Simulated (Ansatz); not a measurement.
# Relative energies of C4H4F2 isomers

3 of its isomers, all singlets with charge 0: A = `FC1=CC(F)C1`; B = `FCC#CCF`; C = `FC1C=CC1F`.

Shapes, held fixed at every level: PBE0-D4/def2-TZVP. Programs: Ansatz 0.2.0.

A:

```xyz
10

F    -1.3903    0.1596   -1.9427
C    -0.5411    0.1038   -0.9382
C     0.7865    0.1047   -0.8683
C     0.7154   -0.1340    0.6133
F     1.2672    0.8526    1.4029
C    -0.8352   -0.0679    0.5144
H     1.6030    0.1843   -1.5700
H     1.1091   -1.0907    0.9662
H    -1.3814   -0.9684    0.8047
H    -1.2501    0.8049    1.0209
```

B:

```xyz
10

F     1.1260    0.3109   -2.6133
C    -0.0355    0.6416   -1.9439
C    -0.0034    0.2007   -0.5645
C     0.0039   -0.1640    0.5802
C     0.0306   -0.5894    1.9645
F    -0.5989   -1.8060    2.1375
H    -0.8741    0.1728   -2.4682
H    -0.1553    1.7284   -1.9932
H     1.0656   -0.6916    2.3056
H    -0.4758    0.1454    2.5982
```

C:

```xyz
10

F    -0.8879   -0.2197    1.8933
C    -0.7729   -0.0871    0.5300
C     0.0024   -1.1481   -0.1946
C     0.8362   -0.2756   -0.7652
C     0.3164    0.8905    0.0234
F    -0.1247    1.9794   -0.6901
H    -1.7618    0.1383    0.1230
H    -0.1063   -2.2244   -0.2299
H     1.6150   -0.3517   -1.5129
H     0.9667    1.2473    0.8260
```

Electronic energies in kJ/mol, without zero-point or thermal terms.

```
                level                   kind  B − A  C − A
        HF/def2-TZVPP           Hartree–Fock  +35.6   +2.8
  B3LYP-D4/def2-TZVPP          global hybrid  +48.3  +10.0
  BHLYP-D4/def2-TZVPP          global hybrid  +52.4   +7.5
   PBE0-D4/def2-TZVPP          global hybrid  +78.6  +14.4
r2SCAN0-D4/def2-TZVPP          global hybrid  +73.6  +13.5
        CCSD/def2-SVP  coupled cluster or CI  +57.8   +8.0
 CCSD(T)/CBS estimate  coupled cluster or CI  +58.2   +7.0
```

The highest level, CCSD(T)/CBS estimate, puts A lowest of these. All levels agree on that. The B − A difference spans +35.6 to +78.6 kJ/mol over the levels. The CBS estimate extrapolates MP2 from def2-TZVPP and def2-QZVPP and adds CCSD(T) − MP2 in the triple-zeta set, cores frozen.

The two cyclobutenes lie close together, with A below C by 7.0 kJ/mol at the highest level, while the open-chain alkyne B lies 58.2 kJ/mol above A. B escapes the ring strain but pays for it with a second π bond in place of a ring σ bond. In the parent hydrocarbons these costs nearly cancel, so the large gap here probably reflects where the fluorines sit: B has two primary C–F bonds next to an electron-withdrawing alkyne, whereas A has one secondary and one vinylic C–F bond. The vinylic bond, strengthened by carbon's greater s character and by lone-pair donation into the π system, also plausibly favours A over C.

Hartree–Fock gives the smallest B − A gap, which suggests that electron correlation favours the compact ring; PBE0 and r2SCAN0 overshoot this preference, while B3LYP and BHLYP fall short of it. The ordering doesn't make A the global minimum, since conjugated difluorobutadienes, the ring-opening products of such cyclobutenes, are probably lower.
